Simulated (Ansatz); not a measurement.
# Telling isomers of BH3SeSi apart by their spectra

These gas-phase data were calculated for one isomer of BH3SeSi at PBE0-D3(BJ)/pcseg-1 (harmonic, unscaled wavenumbers; equilibrium rotational constants with average atomic masses):

* rotational constants: 15.04, 3.932, 3.239 GHz
* all wavenumbers above 1500 cm⁻¹: 2760, 2276, 2261

Candidates:

(1) `[BH3-][Si+]=[Se]`, a singlet
(2) `[SiH3]B=[Se]`, a singlet
(3) `B1[SiH2][Se]1`, a singlet

**Question.** Assign the data to one candidate and say why.

**Answer.** Candidate (3). The band at 2760 cm⁻¹ lies where the B–H stretch is expected; (2) has no mode between 2350 and 2900 cm⁻¹. The band at 2276 cm⁻¹ lies where the Si–H stretch is expected; (1) has no mode between 2000 and 2380 cm⁻¹.

The same quantities for all candidates:

|  | rotational constants (GHz) | wavenumbers above 1500 cm⁻¹ | E above the lowest, PBE0-D3(BJ)/pcseg-1 (kcal/mol) |
| --- | --- | --- | --- |
| (1) | 118.6, 2.085, 2.085 | 2596, 2596, 2487 | 9.0 |
| (2) | 84.31, 1.549, 1.549 | 2263, 2263, 2253 | 0.0 |
| (3) | 15.04, 3.932, 3.239 | 2760, 2276, 2261 | 0.4 |

Harmonic stretches to hydrogen usually lie a few per cent above observed fundamentals. Programs: Ansatz 0.2.0.

The rotational constants alone would settle the assignment. In (1) and (2) the two smaller constants are equal and the largest is very large, as expected for symmetric tops with boron, silicon and selenium on the axis, where only hydrogen contributes to the smallest moment of inertia. Closing the ring moves heavy atoms off that axis, so the largest constant drops to 15.04 GHz, while the more compact skeleton raises the other two.

The stretches agree: one B–H and two Si–H modes fit an HB unit and an SiH2 group. Si–H lies lower because its bond is longer and weaker, not because silicon is heavier, since hydrogen dominates the reduced mass. The B–H stretch of (3) also lies above those of (1), probably because three-coordinate boron in a tight ring puts more s character into its outer bond, whereas the four-coordinate BH3 group is more hydridic.

Energy could not have made this choice: a gap of 0.4 kcal/mol between (2) and (3) is too small to fix their order.
